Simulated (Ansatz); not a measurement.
**Abstraction of Br: C2H7BrSi + CHBr2 → C2H7Si + CHBr3**

Species: C2H7BrSi `CC[SiH2]Br`, singlet; CHBr2 `Br[CH]Br`, doublet; C2H7Si `CC[SiH2]`, doublet; CHBr3 (bromoform) `BrC(Br)Br`, singlet. A radical takes Br: the energy is the difference in strength between the Si–Br bond broken and the C–Br bond made.

Shapes, held fixed at every level: PBE0-D4/def2-TZVP. Flexible molecules stand in one conformer, not always the lowest. Programs: Ansatz 0.2.0. The zero-point and thermal change to 298 K, harmonic and unscaled (PBE0-D4/def2-TZVP), is +0.4 kJ/mol.

(1) Estimate ΔH(298 K) of this reaction.

Answers

(1) wB97X-V/def2-TZVPP gives ΔH(298 K) = +158.8 kJ/mol; the levels span +133.8 to +187.8. The median of the levels is +153.9. No measured value is set beside it here. Open shells run unrestricted. Relativity is left out for Br. Outer-core shells of Br are correlated in most correlated rows, in sets that cover them unevenly.

| level | kind | ΔH(298 K) (kJ/mol) |
| --- | --- | --- |
| MP2/def2-SVP | perturbation theory | +135.3 |
| MP2/def2-TZVPP | perturbation theory | +133.8 |
| HF/def2-TZVPP | Hartree–Fock | +187.8 |
| PBE-D4/def2-TZVPP | GGA | +138.6 |
| B3LYP-D4/def2-TZVPP | global hybrid | +151.2 |
| r2SCAN0-D4/def2-TZVPP | global hybrid | +165.0 |
| wB97M-V/def2-TZVPP | range-separated hybrid | +156.7 |
| wB97X-V/def2-TZVPP | range-separated hybrid | +158.8 |

Bromine transfer from the silane to the dibromomethyl radical is strongly endothermic at every level, so the Si–Br bond broken is much stronger than the C–Br bond formed. The Si–Br bond owes its strength to the large electronegativity difference, which gives it a marked ionic contribution. On the carbon side, the dibromomethyl radical is stabilised by delocalisation of bromine lone pairs into the half-filled orbital, and crowding among the bromines of bromoform probably weakens the new bond further. The silyl radical gains little comparable stabilisation.

The sign is secure, but the magnitude is less so: Hartree–Fock gives +187.8 kJ/mol and MP2/def2-TZVPP +133.8 kJ/mol, perhaps because correlation favours the bromine-rich product and second-order theory overstates this. Read in reverse, the reaction is the strongly downhill bromine abstraction by a silyl radical that drives radical dehalogenation with silanes. With equal numbers of molecules on both sides, entropy is unlikely to overturn that preference. How fast the reverse step runs depends on a barrier that these reaction enthalpies do not give.
